PLZT 9/65/35, lead zirconate titanate with Zr:Ti = 65:35 and 9 atom per cent lanthanum, has its 1 kHz permittivity maximum typically near 345 K. Below that maximum ε′ falls almost linearly in ln ω while ε″ hardly depends on frequency. My question today is how ε′, ε″ and tan δ = ε″/ε′ respond when we change one thing at a time.

The tool first. I write ε = ε′ − iε″ for fields varying as exp(iωt), and superpose Debye relaxators with a distribution g normalised by ∫ g d ln τ = 1:

ε(ω) = ε∞ + Δε ∫ g(ln τ) d ln τ / (1 + iωτ).

With u = ln(ωτ), the loss kernel is ωτ/(1 + ω²τ²) = 1/(2 cosh u), of area π/2. The kernel of −dε′/d ln ω is 2ω²τ²/(1 + ω²τ²)² = 1/(2 cosh² u), of area 1. Both peak at τ = 1/ω. If g varies slowly over a few units of u, it comes out of both integrals:

ε″ ≈ −(π/2) dε′/d ln ω ≈ (π/2) Δε g(ln(1/ω)).

That is the π/2 rule. For g = 1/L on [τ₁, τ₂], with L = ln(τ₂/τ₁), the integrals are elementary and exact:

ε″ = (Δε/L)[arctan(ωτ₂) − arctan(ωτ₁)],
ε′ = ε∞ + Δε{1 − (1/2L) ln[(1 + ω²τ₂²)/(1 + ω²τ₁²)]}.

Deep inside the band, ωτ₁ ≪ 1 ≪ ωτ₂, these become ε″ = πΔε/(2L) and ε′ = ε∞ + (Δε/L) ln(1/ωτ₁), so that tan δ = (π/2)(1 − ε∞/ε′)/ln(1/ωτ₁).

Question: How broad is broad?

The kernels, normalised to unit area, have variances π²/4 and π²/12. Expanding g to second order, ε″ divided by −(π/2) dε′/d ln ω is 1 + (π²/12) g″/g, with π²/12 = 0.822 and primes on g meaning d/d ln τ. At the centre of a Gaussian g with standard deviation 5 in ln τ, ε″ lies 3 % below the slope estimate.

Now the model. The inputs are illustrative: ε∞ = 1000 for everything faster than the band, Δε = 5000, τ₁ = 10⁻¹² s, and a Vogel–Fulcher upper edge τ₂ = τ₁ exp[B/(T − Tf)] with B = 1200 K and Tf = 260 K, a typical freezing temperature. Then L = B/(T − Tf). I chose ε∞, Δε and B so that ε′ comes out of the size typical at room temperature. The reference state is 300 K and 1 kHz: L = 30, τ₂ = 10.7 s, ωτ₂ = 6.7×10⁴, ln(1/ωτ₁) = 18.9. It gives ε′ = 4.15×10³, ε″ = 262 and tan δ = 0.063.

First change: frequency up to 10 kHz. The kernels slide along a flat g, so ε″ should stay. The relaxators in one more decade of τ can no longer follow the field, so ε′ must fall by (2/π) ε″ ln 10, and tan δ must rise through its denominator alone. The calculation gives a fall of 384, or 9.3 %, to ε′ = 3.76×10³. The exact formula moves ε″ by +0.002, and tan δ rises 10 % to 0.070.

Second change: frequency down to the slow edge, 1/(2πτ₂) = 14.9 mHz. At ωτ₂ = 1 half of each symmetric kernel hangs over empty space. Both quantities halve, and their π/2 relation survives at that one point. On either side it does not, because the loss kernel decays as exp(−|u|) and the slope kernel as exp(−2|u|). Inside the band the loss kernel has lost more of its area, so ε″ lies below the slope estimate. Outside, it reaches further back into the band, so ε″ lies far above. The slope estimate here is (π/2)(Δε/L) ω²τ₂²/(1 + ω²τ₂²), and the model gives:

ωτ₂ = 10: ε″ = 245, slope estimate 259, ratio 0.946
ωτ₂ = 1: ε″ = 131, slope estimate 131, ratio 1
ωτ₂ = 0.1: ε″ = 16.6, slope estimate 2.59, ratio 6.4

Question: Wouldn't conduction spoil that test?

It can. A dc conductivity σ adds σ/(ε₀ω) to ε″ and nothing to ε′. At 1 kHz it takes σ = 1.5×10⁻⁵ S/m to equal the relaxation loss, but at ωτ₂ = 0.1 only 1.4×10⁻¹² S/m. An excess of ε″ over the slope estimate at millihertz frequencies signals the band edge only after conduction has been excluded.

Third change: temperature, at 1 kHz with Δε held. Cooling stretches the same total weight over a longer interval, so g drops, and ε″ and ε′ − ε∞ drop together as 1/L, which is proportional to T − Tf. The sensitivity is 1/(T − Tf) = 2.5 % per kelvin, so 10 K means 25 %. The loss tangent should move much less, since it feels L only through ε∞/ε′. On warming, ε″ rises until the slow edge approaches the measuring frequency, and then the arctangent collapses: there must be a loss peak. The exact formulas give:

290 K: L = 40, ε′ = 3.36×10³, ε″ = 196, tan δ = 0.058
300 K: L = 30, ε′ = 4.15×10³, ε″ = 262, tan δ = 0.063
310 K: L = 24, ε′ = 4.93×10³, ε″ = 326, tan δ = 0.066
320 K: L = 20, ε′ = 5.71×10³, ε″ = 313, tan δ = 0.055

Cooling by 10 K lowers tan δ by only 7.4 %. At 320 K, ωτ₂ = 3.05 and the plateau formula would give 393, so the edge has turned a rise into a fall. Setting dε″/dL = 0 with x = ωτ₂ gives Lx/(1 + x²) = arctan x, solved by x = 14 and L = 21.5. The model's loss peak is 348 at 316 K, before the edge itself crosses 1 kHz at 324 K.

Question: You froze Δε. Is that allowed?

Between 290 and 310 K, roughly. A Curie-like 1/T dependence would contribute 0.33 % per kelvin against 2.5 %. Near the maximum it is not allowed: with constant Δε the model's ε′ merely saturates at 6000, and the maximum needs a Δε that falls on warming.

Question: Your ε″ vanishes as T approaches Tf. Does the ceramic do that?

No. PLZT typically keeps a nearly frequency-independent loss well below freezing. A diverging τ₂ concerns only the tail of g, whereas a single flat block drags all its weight along. Close to Tf the model therefore overstates the drop. The π/2 rule is unharmed, being local in ln τ.

Fourth change: the atom. Replacing a little more lead by lanthanum typically lowers both the maximum and the freezing temperature. Assume Tf drops by 10 K and nothing else changes. The model depends only on T − Tf, so at 300 K this acts like warming to 310 K: the spectrum narrows, ε″ rises 25 % and ε′ rises 19 %. The neglected term matters here. If the same substitution lowered Δε by 10 %, the rise in ε″ would be only 12 %, and a reduction of about 20 % would cancel it.

Fifth change: Δε down by 10 % at fixed edges, a crude picture of ageing that pins polar regions evenly across the spectrum. Then ε″ falls by exactly 10 %, and ε′ by less because ε∞ is untouched. Since d ln(tan δ)/d ln Δε = ε∞/ε′ = 0.24, tan δ should fall by about a quarter as much. The calculation gives −7.6 % for ε′ and −2.6 % for tan δ.

Question: And if τ₁ is wrong by a decade?

Take τ₁ = 10⁻¹¹ s with τ₂ fixed. The band narrows to L = 27.7, so ε″ rises 8.3 % to 284. The interval removed lay wholly on the side that follows the field, so the responding fraction shrinks and ε′ falls to 3.99×10³. Opposite signs in ε′ and ε″ distinguish this change from a change of the slow edge or of Δε, which move both the same way inside the band.

Question: How far do you trust tan δ = 0.063?

It is the model's number. At 1 kHz and the reference τ₁ a flat band cannot exceed (π/2)/18.9 = 0.083 in its interior, and the assumed ε∞ sets how far below that it lies. As typical knowledge, this ceramic shows roughly 0.04 to 0.06 at room temperature, so the model lies high, by up to about one half. A g with more weight at short times would raise ε′ at given ε″ and lower the ratio. The relation least dependent on the inputs is the first one: inside a broad spectrum, each decade of frequency costs ε′ an amount 1.47 ε″.